**Shell steps, spin steps and level descent in spherical jellium clusters**

The table holds energy per electron, unpaired electrons, highest level, vertical ionisation energy and second energy difference for neutral spherical jellium clusters of 1 to 40 electrons at $r_s=2.07$ bohr, from spin-polarised LDA-PW92 with a radial solver. The program fits the second difference with four adding terms (oscillator shell step, lowering of high $l$, spin energy, descent as $1/N$) and compares this with a pure oscillator and a hard-wall sphere, the fillings being put in. For $N\ge11$ the rms errors are 0.09, 0.24 and 0.37 eV; over all rows the rounded well barely improves on the oscillator. In the row-by-row list, from a fit without rows 8 to 10, row 9 is the worst misfit. The output also shows that the second difference follows the drop in ionisation energy within 0.08 eV for $N=20$ to 39, and that half-shell peaks imply a spin constant of 2.2 to 5.0 eV against a rough gas estimate of 3.7 eV.

Spin-polarised Kohn-Sham LDA (PW92) calculations with radks 2 and Libxc for spherical jellium clusters of N electrons, with a uniform background of charge N and radius rs N^(1/3), rs = 2.07 bohr. Shells are m-averaged and filled greedily, so a lower state can be missed. Levels are named by radial order, ions are vertical, and the second difference is E(N+1)+E(N-1)-2E(N) of neutral clusters.

## Script

```python
# Table: spherical jellium clusters N=1..40, rs=2.07 bohr, spin-polarised LDA-PW92, radks radial solver:
# energy per electron, unpaired electrons M, vertical IP, second difference D2 of neutral clusters (eV).
# Tested: D2 = oscillator shell step + l-lowering + spin term - c/N, against pure oscillator and hard wall.
T = {
    'electrons': [1, 2, 3, 4, 5, 6, 7, 8, 9, 10, 11, 12, 13, 14, 15, 16, 17, 18, 19, 20, 21, 22, 23, 24, 25, 26, 27, 28, 29, 30, 31, 32, 33, 34, 35, 36, 37, 38, 39, 40],
    'energy_per_electron': [0.27278, -0.64256, 0.033393, 0.10969, -0.062764, -0.12502, -0.30166, -0.52502, -0.31244, -0.1758, -0.12109, -0.11764, -0.15053, -0.16482, -0.16926, -0.20594, -0.26781, -0.34157, -0.39799, -0.4384, -0.35755, -0.29847, -0.25779, -0.23262, -0.22052, -0.21939, -0.22749, -0.21571, -0.21369, -0.2199, -0.23306, -0.2521, -0.27609, -0.30426, -0.31544, -0.32874, -0.3437, -0.34969, -0.35777, -0.36754],  # eV
    'unpaired_electrons': [1, 0, 1, 2, 3, 2, 1, 0, 1, 2, 3, 4, 5, 6, 5, 2, 1, 0, 1, 0, 1, 2, 3, 4, 5, 6, 7, 6, 5, 4, 3, 2, 1, 0, 1, 2, 3, 2, 1, 0],
    'highest_level': ['1s up', '1s up', '1p up', '1p up', '1p up', '1p down', '1p down', '1p up', '2s up', '1d up', '1d up', '1d up', '1d up', '2s up', '1d down', '1d down', '1d down', '1d up', '2s up', '2s up', '1f up', '1f up', '1f up', '1f up', '1f up', '1f up', '1f up', '1f down', '1f down', '1f down', '1f down', '1f down', '1f down', '1f up', '2p up', '2p up', '2p up', '2p down', '2p down', '2p up'],
    'ionisation_energy': [None, 8.48095, 4.80974, 6.1398, 7.00367, 6.39349, 7.15005, 7.68305, 4.0228, 4.60246, 5.14438, 5.59343, 5.97258, 5.67963, 5.71184, 6.0909, 6.39175, 6.65274, 6.39479, 6.23574, 3.84904, 4.17704, 4.46901, 4.73152, 4.96934, 5.18608, 5.38457, 4.79468, 5.02523, 5.235, 5.42696, 5.60344, 5.76641, 5.91745, 5.34027, 5.51196, 5.66372, 5.40882, 5.57629, 5.72542],  # eV
    'second_energy_difference': [None, 2.9432, -1.0467, -1.0911, 0.31627, -0.92517, -0.72705, 3.4767, -0.33422, -0.6279, -0.50581, -0.4655, 0.19472, 0.11913, -0.52478, -0.50145, -0.33788, 0.18185, 0.20763, 2.4653, -0.31697, -0.30505, -0.29107, -0.27623, -0.26125, -0.24658, 0.53999, -0.25919, -0.24284, -0.228, -0.21425, -0.20173, -0.18996, 0.53825, -0.098404, -0.088309, 0.31099, -0.093475, -0.083939, 1.6175],  # eV
}
import numpy as np
from scipy.constants import physical_constants as pc
from scipy.special import spherical_jn
from scipy.optimize import brentq
Ha = pc['Hartree energy in eV'][0]; rs = 2.07
col = lambda k: {int(n): float(v) for n, v in zip(T['electrons'], T[k]) if v is not None}
e, M, IP, D = map(col, ['energy_per_electron', 'unpaired_electrons', 'ionisation_energy', 'second_energy_difference'])
E = {n: n*e[n] for n in e}
sh = {'1s': (0, 0, 3), '1p': (1, 1, 4), '1d': (2, 2, 5), '2s': (2, 0, 6), '1f': (3, 3, 6.5), '2p': (3, 1, 7), '1g': (4, 4, 8)}
x2 = {k: brentq(lambda x: spherical_jn(l, x), a, a+1)**2 for k, (n, l, a) in sh.items()}
def occ(N):  # 2s filling read from spin and level columns; N=10-13 pure 1d and N=41 1g assumed
    o = {'2s': 2 if N >= 20 else int(N in (9, 14, 15, 19))}; r = N-o['2s']
    for k in ('1s', '1p', '1d', '1f', '2p', '1g'):
        o[k] = min(r, 4*sh[k][1]+2); r -= o[k]
    return o
S = lambda f: {N: sum(q*f(k, q) for k, q in occ(N).items() if q) for N in range(1, 42)}
Sn, Sx = S(lambda k, q: sh[k][0]), S(lambda k, q: x2[k])
Sl = S(lambda k, q: sh[k][1]*(sh[k][1]+1)-sh[k][0]*(sh[k][0]+3)/2)
Mh = S(lambda k, q: min(q, 4*sh[k][1]+2-q)/q); M2 = {N: M.get(N, 1.0)**2 for N in range(1, 42)}
Ns = np.arange(2, 41); y = np.array([D[n] for n in Ns])
dd = lambda F: np.array([F[n+1]+F[n-1]-2*F[n] for n in Ns])
cw, cu, cj, cc, ch = dd(Sn)*Ns**(-1/3), -dd(Sl)*Ns**(-1/3), -dd(M2)/(4*Ns), -1.0/Ns, dd(Sx)*Ns**(-2/3)
def fit(cols, m):
    A = np.array(cols).T; p = np.linalg.lstsq(A[m], y[m], rcond=None)[0]
    return p, A@p, np.sqrt(np.mean((A@p-y)[m]**2))
chk = max(abs(E[n+1]+E[n-1]-2*E[n]-D[n]) for n in range(2, 40))
print(f"D2 rebuilt from energy per electron: max deviation {chk:.4f} eV (rounding allows {4*40*5e-6:.4f} eV)")
keep = ~np.isin(Ns, (8, 9, 10))  # these contain E(9), where 2s fills before 1d
print("fits of D2, all in eV: rounded well w,u,J,c; pure oscillator w,J,c; hard wall h,J,c")
for nm, m in (("all rows", Ns > 0), ("without 8-10", keep), ("N>=11", Ns >= 11)):
    for lab, cs in (("rounded", [cw, cu, cj, cc]), ("oscillator", [cw, cj, cc]), ("hard wall", [ch, cj, cc])):
        p, _, r = fit(cs, m); print(f" {nm:12s} {lab:10s}", " ".join(f"{v:.3f}" for v in p), f" rms {r:.3f}")
p, mod, r = fit([cw, cu, cj, cc], keep); res = mod-y
kF = (9*np.pi/4)**(1/3)/rs; EF = kF**2/2*Ha; ex = -3*kF/(4*np.pi)*Ha
ac, ec = 0.031*Ha, -0.044*Ha  # rough recalled gas correlation: spin stiffness, energy per electron
print(f"estimates: w {3**(4/3)/(2.4*rs**2)*Ha:.1f}, c=2EF/3 {2*EF/3:.1f}, J exchange only {-8*ex/9:.1f}, with rough correlation {-8*ex/9-2*ac:.1f} eV")
drop = {n: IP[n]-IP[n+1] for n in range(2, 40)}
print("N: D2 table, model (fit without 8-10), model-table, IP(N)-IP(N+1), eV")
cell = [f"{n:2d}: {y[i]:+.2f} {mod[i]:+.2f} {res[i]:+.2f} " + (f"{drop[n]:+.2f}" if n in drop else "  -  ") for i, n in enumerate(Ns)]
for i in range(0, 39, 3): print(" | ".join(cell[i:i+3]))
print("worst rows:", ", ".join(f"N={Ns[i]} {res[i]:+.2f}" for i in np.argsort(-abs(res))[:6]))
for n in (8, 9, 13, 14, 16, 18, 20, 34, 40):
    i = n-2; print(f" terms N={n}: shell {p[0]*cw[i]:+.2f}, l {p[1]*cu[i]:+.2f}, spin {p[2]*cj[i]:+.2f}, descent {p[3]*cc[i]:+.2f}")
dB = {n: D[n]-drop[n] for n in drop}
print(f"D2 minus IP drop: max size {max(abs(dB[n]) for n in range(2,20)):.2f} (N<20), {max(abs(dB[n]) for n in range(20,40)):.2f} (N>=20); mean 1f rows 21-33 {np.mean([dB[n] for n in range(21,34)]):+.3f}, 2p rows 35-39 {np.mean([dB[n] for n in range(35,40)]):+.3f} eV")
hx = {n: D[n]-(D[n-1]+D[n+1])/2 for n in (5, 27, 37)}; h13 = D[13]+D[14]-2*D[12]
print("half-shell excess (eV) and J:", ", ".join(f"N={n} {v:.2f}, {v*n/M[n]:.1f}" for n, v in hx.items()), f"; 13+14 {h13:.2f}, {h13*13.5/6:.1f}")
for a, b in ((9, 20), (21, 40)):
    v = np.array([D[n] for n in range(a, b+1)]); print(f"sum of D2, N={a}-{b}: positive {v[v>0].sum():+.2f}, negative {v[v<0].sum():+.2f}, net {v.sum():+.2f} eV")
for nm, g in (("1f", [n for n in range(21, 34) if n != 27]), ("2p", [35, 36, 38, 39])):
    print(f"in-shell {nm}: mean N*D2 {np.mean([n*D[n] for n in g]):.2f} eV, exponent {np.polyfit(np.log(g), np.log([-D[n] for n in g]), 1)[0]:.2f}")
print(f"D2 ratio 18/20 {D[18]/D[20]:.2f}, 34/40 {D[34]/D[40]:.2f}; hard-wall gap ratios {(x2['2s']-x2['1d'])/(x2['1f']-x2['2s']):.2f}, {(x2['2p']-x2['1f'])/(x2['1g']-x2['2p']):.2f}")
sl = lambda g: np.polyfit(np.array(g)**(-1/3), [e[n] for n in g], 1)
print("energy per electron vs N^(-1/3), slope/intercept eV:", "; ".join(f"{nm} {sl(g)[0]:+.2f}/{sl(g)[1]:+.2f}" for nm, g in (("2,8,20,40", [2, 8, 20, 40]), ("8,20,40", [8, 20, 40]), ("all", list(e)))), f"; gas rough {0.6*EF+ex+ec:+.1f}")
assert all(round(Mh[n]) == round(M[n]) for n in M)
assert set(Ns[np.argsort(-y)[:4]].tolist()) == {2, 8, 20, 40}
assert chk < 1.5e-3 and max(abs(dB[n]) for n in range(20, 40)) < 0.12
assert e[2] < e[8] < e[20] < e[40] and D[18] < D[19]
```

Printed output:

```
D2 rebuilt from energy per electron: max deviation 0.0005 eV (rounding allows 0.0008 eV)
fits of D2, all in eV: rounded well w,u,J,c; pure oscillator w,J,c; hard wall h,J,c
 all rows     rounded    6.944 0.073 1.808 3.472  rms 0.230
 all rows     oscillator 6.810 1.554 3.434  rms 0.258
 all rows     hard wall  0.649 2.112 1.986  rms 0.550
 without 8-10 rounded    7.026 0.140 2.065 3.593  rms 0.184
 without 8-10 oscillator 6.340 1.501 3.224  rms 0.239
 without 8-10 hard wall  0.836 2.702 3.261  rms 0.384
 N>=11        rounded    9.409 0.251 2.851 4.323  rms 0.091
 N>=11        oscillator 6.683 1.129 3.210  rms 0.242
 N>=11        hard wall  1.200 4.430 3.906  rms 0.368
estimates: w 11.4, c=2EF/3 7.8, J exchange only 5.4, with rough correlation 3.7 eV
N: D2 table, model (fit without 8-10), model-table, IP(N)-IP(N+1), eV
 2: +2.94 +3.26 +0.32 +3.67 |  3: -1.05 -1.54 -0.49 -1.33 |  4: -1.09 -1.16 -0.07 -0.86
 5: +0.32 +0.31 -0.00 +0.61 |  6: -0.93 -0.77 +0.15 -0.76 |  7: -0.73 -0.66 +0.07 -0.53
 8: +3.48 +3.29 -0.19 +3.66 |  9: -0.33 -1.32 -0.99 -0.58 | 10: -0.63 -0.07 +0.56 -0.54
11: -0.51 -0.42 +0.09 -0.45 | 12: -0.47 -0.39 +0.08 -0.38 | 13: +0.19 +0.00 -0.19 +0.29
14: +0.12 +0.21 +0.09 -0.03 | 15: -0.52 -0.24 +0.29 -0.38 | 16: -0.50 -0.47 +0.03 -0.30
17: -0.34 -0.27 +0.07 -0.26 | 18: +0.18 +0.06 -0.12 +0.26 | 19: +0.21 -0.13 -0.34 +0.16
20: +2.47 +1.94 -0.52 +2.39 | 21: -0.32 -0.22 +0.10 -0.33 | 22: -0.31 -0.21 +0.09 -0.29
23: -0.29 -0.20 +0.09 -0.26 | 24: -0.28 -0.19 +0.08 -0.24 | 25: -0.26 -0.19 +0.08 -0.22
26: -0.25 -0.18 +0.07 -0.20 | 27: +0.54 +0.36 -0.18 +0.59 | 28: -0.26 -0.17 +0.09 -0.23
29: -0.24 -0.16 +0.08 -0.21 | 30: -0.23 -0.15 +0.07 -0.19 | 31: -0.21 -0.15 +0.07 -0.18
32: -0.20 -0.14 +0.06 -0.16 | 33: -0.19 -0.14 +0.05 -0.15 | 34: +0.54 +0.30 -0.24 +0.58
35: -0.10 -0.13 -0.03 -0.17 | 36: -0.09 -0.13 -0.04 -0.15 | 37: +0.31 +0.04 -0.27 +0.25
38: -0.09 -0.12 -0.03 -0.17 | 39: -0.08 -0.12 -0.03 -0.15 | 40: +1.62 +1.41 -0.21   -  
worst rows: N=9 -0.99, N=10 +0.56, N=20 -0.52, N=3 -0.49, N=19 -0.34, N=2 +0.32
 terms N=8: shell +3.51, l +0.35, spin -0.13, descent -0.45
 terms N=9: shell +0.00, l -0.81, spin -0.11, descent -0.40
 terms N=13: shell +0.00, l +0.36, spin -0.08, descent -0.28
 terms N=14: shell +0.00, l -0.35, spin +0.81, descent -0.26
 terms N=16: shell +0.00, l +0.33, spin -0.58, descent -0.22
 terms N=18: shell +0.00, l +0.32, spin -0.06, descent -0.20
 terms N=20: shell +2.59, l -0.41, spin -0.05, descent -0.18
 terms N=34: shell +0.00, l +0.43, spin -0.03, descent -0.11
 terms N=40: shell +2.05, l -0.53, spin -0.03, descent -0.09
D2 minus IP drop: max size 0.73 (N<20), 0.08 (N>=20); mean 1f rows 21-33 -0.033, 2p rows 35-39 +0.066 eV
half-shell excess (eV) and J: N=5 1.32, 2.2, N=27 0.79, 3.1, N=37 0.40, 5.0 ; 13+14 1.24, 2.8
sum of D2, N=9-20: positive +3.17, negative -3.30, net -0.13 eV
sum of D2, N=21-40: positive +3.01, negative -3.40, net -0.39 eV
in-shell 1f: mean N*D2 -6.68 eV, exponent -1.03
in-shell 2p: mean N*D2 -3.36 eV, exponent -0.97
D2 ratio 18/20 0.07, 34/40 0.33; hard-wall gap ratios 0.67, 1.49
energy per electron vs N^(-1/3), slope/intercept eV: 2,8,20,40 -0.53/-0.24; 8,20,40 -0.75/-0.15; all +0.49/-0.45 ; gas rough -0.2
```
